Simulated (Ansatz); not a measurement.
Ru: pressure and energy change per atom against volume scale

Results calculated with Ansatz 0.2.0, not measured. Plane-wave DFT, scalar-relativistic PAW made under PBE with cores redone for the functional, no dispersion; the given relaxed cell is scaled uniformly, energy at zero smearing counts from the unscaled cell, pressure at the given Fermi-Dirac smearing is positive in compression.

The cell before it is scaled or strained (space group Fd-3m, No. 227):
```
cell vectors (Å)
   0.0000     2.6781     2.6781
   2.6781     0.0000     2.6781
   2.6781     2.6781     0.0000
atoms (fractions of the cell vectors)
Ru  0.12500  0.12500  0.12500
Ru  0.87500  0.87500  0.87500
```

Settings of every row: spin polarised no; functional LDA; wave cutoff 420 eV; smearing width 0.1 eV; k mesh 11x11x11.

Atom starting moment: 0 on all atoms.

Limits: some atoms lie unusually close (a squeezed, shaken or made-up cell).

```
row  volume scale  V (Å³/atom)  pressure (GPa)  energy change per atom (meV)
  1          0.88       16.903           33.22                        210.44
  2          0.92       17.671           19.59                         85.73
  3          0.96        18.44            8.72                         19.51
  4          1.04       19.976            -6.9                         17.77
  5          1.08       20.745               ?                             ?
  6          1.12       21.513          -16.78                        136.37
```

Question: what pressure and energy change per atom should row 5 give?

Worked fit of pressure. Take u = (V_r/V)^(2/3) − 1 with V_r = 18.44 Å³ an atom, which is twice the finite (Eulerian) strain; such expansions in the strain, on which the Birch-Murnaghan equation of state is built, carry the rest volume and the bulk modulus. The shown rows have u = 0.05974, 0.02881, 0, -0.05194, -0.09765. Least squares give pressure = 8.759 + 352.4 × u + 935.9 × u² GPa; a straight line predicts inner rows, each left out in turn, worse (root mean square 2.7 against 0.16 GPa). The rows lie off it by 0.07, -0.10, -0.04, 0.12, -0.05 (root mean square 0.082 GPa). The pressure vanishes at u = -0.0268, or V = 19.21 Å³ an atom, and there the bulk modulus at fixed shape and fractions is B = −V dP/dV = (2/3)(1 + u) dP/du = 196 GPa. The withheld row has u = -0.07552, so the fit gives 8.759 + 352.4 × (-0.07552) + 935.9 × (-0.07552)² = -12.52 GPa.

The calculation gave -12.41 GPa. The fit lies 0.11 GPa (0.22 % of the column's range) below it; its largest miss of a shown row is 0.12 GPa.

Worked fit of energy change per atom. Take u = (V_r/V)^(2/3) − 1 with V_r = 18.44 Å³ an atom, which is twice the finite (Eulerian) strain; such expansions in the strain, on which the Birch-Murnaghan equation of state is built, carry the rest volume and the bulk modulus. The shown rows have u = 0.05974, 0.02881, 0, -0.05194, -0.09765. Least squares give energy change per atom = 20.079 + 1514.66 × u + 27770.2 × u² meV; a straight line predicts inner rows, each left out in turn, worse (root mean square 79 against 1.9 meV). The rows lie off it by 0.77, -1.04, -0.57, 1.45, -0.61 (root mean square 0.95 meV). The withheld row has u = -0.07552, so the fit gives 20.079 + 1514.66 × (-0.07552) + 27770.2 × (-0.07552)² = 64.07 meV.

The calculation gave 65.27 meV. The fit lies 1.20 meV (1.8 % of the value, 0.62 % of the column's range) below it; its largest miss of a shown row is 1.45 meV.
